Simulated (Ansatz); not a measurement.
## Ligand exchange: C3H5Cl + C2H4FIn → C3H5F + C2H4ClIn

Species: C3H5Cl `C/C=C/Cl`, singlet; C2H4FIn `C=[CH][InH][F]`, singlet; C3H5F `C/C=C/F`, singlet; C2H4ClIn `C=[CH][InH][Cl]`, singlet. The partners trade Cl for F: C–Cl and In–F bonds give way to C–F and In–Cl.

Shapes, held fixed at every level: PBE0-D4/def2-TZVP. Flexible molecules stand in one conformer, not always the lowest. Programs: Ansatz 0.2.0. Electronic energies: no zero-point or thermal term.

| level | kind | ΔE (kJ/mol) | less CCSD(T)/def2-TZVPP |
| --- | --- | --- | --- |
| HF/def2-SVP | Hartree–Fock | -74.8 | -36.6 |
| PBE-D4/def2-TZVPP | GGA | -32.7 | +5.5 |
| r2SCAN-D4/def2-TZVPP | meta-GGA | -37.3 | +0.9 |
| B3LYP-D4/def2-TZVPP | global hybrid | -37.7 | +0.5 |
| wB97M-V/def2-TZVPP | range-separated hybrid | -40.6 | -2.4 |
| MP2/def2-TZVPP | perturbation theory | -32.4 | +5.8 |
| CCSD(T)/def2-SVP | coupled cluster or CI | -49.1 | -10.9 |
| CCSD(T)/def2-TZVPP | coupled cluster or CI | -38.2 | 0.0 |

The highest level, CCSD(T)/def2-TZVPP, gives ΔE = -38.2 kJ/mol; the levels span -74.8 to -32.4. The column of differences is taken from that level and isn't an error. No measured value is set beside it here. For atoms past krypton def2 sets carry core potentials with scalar relativity. Correlated rows may include outer-core shells of In, which these sets cover unevenly.

Every level places fluorine on carbon and chlorine on indium, although a simple electronegativity argument would pair fluorine with the more electropositive metal. The likely reason is that replacing chlorine by fluorine strengthens the bond to carbon more than the bond to indium: carbon's compact 2p orbitals match those of fluorine well, whereas indium's diffuse 5s and 5p orbitals gain less from the smaller halogen, despite the strongly polar In–F bond.

The Hartree–Fock outlier combines two errors of the same sign. In the same small basis, coupled cluster gives -49.1 against -74.8 kJ/mol, so correlation favours the reactants; enlarging the basis then brings coupled cluster to -38.2, probably because the small set describes the electron-rich fluoride in In–F poorly. The close agreement of r2SCAN and B3LYP with coupled cluster may owe something to cancellation and doesn't establish a general ranking. Nor does the preference between isolated monomers carry over to condensed phases, where fluoride bridging between indium centres could stabilise the reactant side.
